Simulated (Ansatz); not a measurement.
## A series in volume scale on Ni

All results are calculated (Ansatz 0.2.0). Plane-wave DFT, scalar-relativistic PAW made under PBE with cores redone for the functional, no dispersion; the given relaxed cell is scaled uniformly, energy at zero smearing counts from the unscaled cell, pressure at the given Fermi-Dirac smearing is positive in compression.

The cell before it is scaled or strained (space group Pm-3m, No. 221):
```
Ni
1.0
      2.2600     0.0000     0.0000
      0.0000     2.2600     0.0000
      0.0000     0.0000     2.2600
Ni
1
Direct
  0.00000 0.00000 0.00000
```

Settings of every row: spin polarised yes; functional LDA; wave cutoff 420 eV; smearing width 0.05 eV; k mesh 23x23x23.

Atom:
| element | starting moment (Bohr magneton) |
| --- | --- |
| Ni | 0.46 |

Limits: the cell comes from a prototype or a list of computed structures and needn't be the stable phase; with one magnetic atom in the cell only parallel moments are possible.

| row | volume scale | V (Å³/atom) | pressure (GPa) | energy change per atom (meV) | largest site moment (Bohr magneton) |
| --- | --- | --- | --- | --- | --- |
| 1 | 0.88 | 10.158 | 32.24 | 122.68 | 0.35 |
| 2 | 0.92 | 10.62 | 18.93 | 49.71 | 0.39 |
| 3 | 0.96 | 11.081 | 8.36 | 11.18 | 0.43 |
| 4 | 1.04 | 12.005 | -6.66 | 10.44 | 0.5 |
| 5 | 1.08 | 12.467 | ? | ? | ? |
| 6 | 1.12 | 12.928 | -15.97 | 78.59 | 0.59 |

Question: what pressure and energy change per atom should row 5 give?

Worked fit of pressure. Take u = (V_r/V)^(2/3) − 1 with V_r = 11.081 Å³ an atom, which is twice the finite (Eulerian) strain; such expansions in the strain, on which the Birch-Murnaghan equation of state is built, carry the rest volume and the bulk modulus. The shown rows have u = 0.05969, 0.02873, 0, -0.05199, -0.09767. Least squares give pressure = 8.415 + 341.59 × u + 946.5 × u² GPa; a straight line predicts inner rows, each left out in turn, worse (root mean square 2.7 against 0.16 GPa). The rows lie off it by 0.06, -0.08, -0.05, 0.13, -0.05 (root mean square 0.08 GPa). The pressure vanishes at u = -0.0266, or V = 11.54 Å³ an atom, and there the bulk modulus at fixed shape and fractions is B = −V dP/dV = (2/3)(1 + u) dP/du = 189 GPa. The withheld row has u = -0.07556, so the fit gives 8.415 + 341.59 × (-0.07556) + 946.5 × (-0.07556)² = -11.99 GPa.

The calculation gave -11.88 GPa. The fit lies 0.11 GPa (0.23 % of the column's range) below it; its largest miss of a shown row is 0.13 GPa.

Worked fit of energy change per atom. Take u = (V_r/V)^(2/3) − 1 with V_r = 11.081 Å³ an atom, which is twice the finite (Eulerian) strain; such expansions in the strain, on which the Birch-Murnaghan equation of state is built, carry the rest volume and the bulk modulus. The shown rows have u = 0.05969, 0.02873, 0, -0.05199, -0.09767. Least squares give energy change per atom = 11.704 + 886.07 × u + 16135.3 × u² meV; a straight line predicts inner rows, each left out in turn, worse (root mean square 46 against 1.5 meV). The rows lie off it by 0.60, -0.77, -0.52, 1.19, -0.49 (root mean square 0.76 meV). The withheld row has u = -0.07556, so the fit gives 11.704 + 886.07 × (-0.07556) + 16135.3 × (-0.07556)² = 36.87 meV.

The calculation gave 37.85 meV. The fit lies 0.98 meV (2.6 % of the value, 0.87 % of the column's range) below it; its largest miss of a shown row is 1.19 meV.

The other values of row 5: largest site moment 0.54 Bohr magneton.
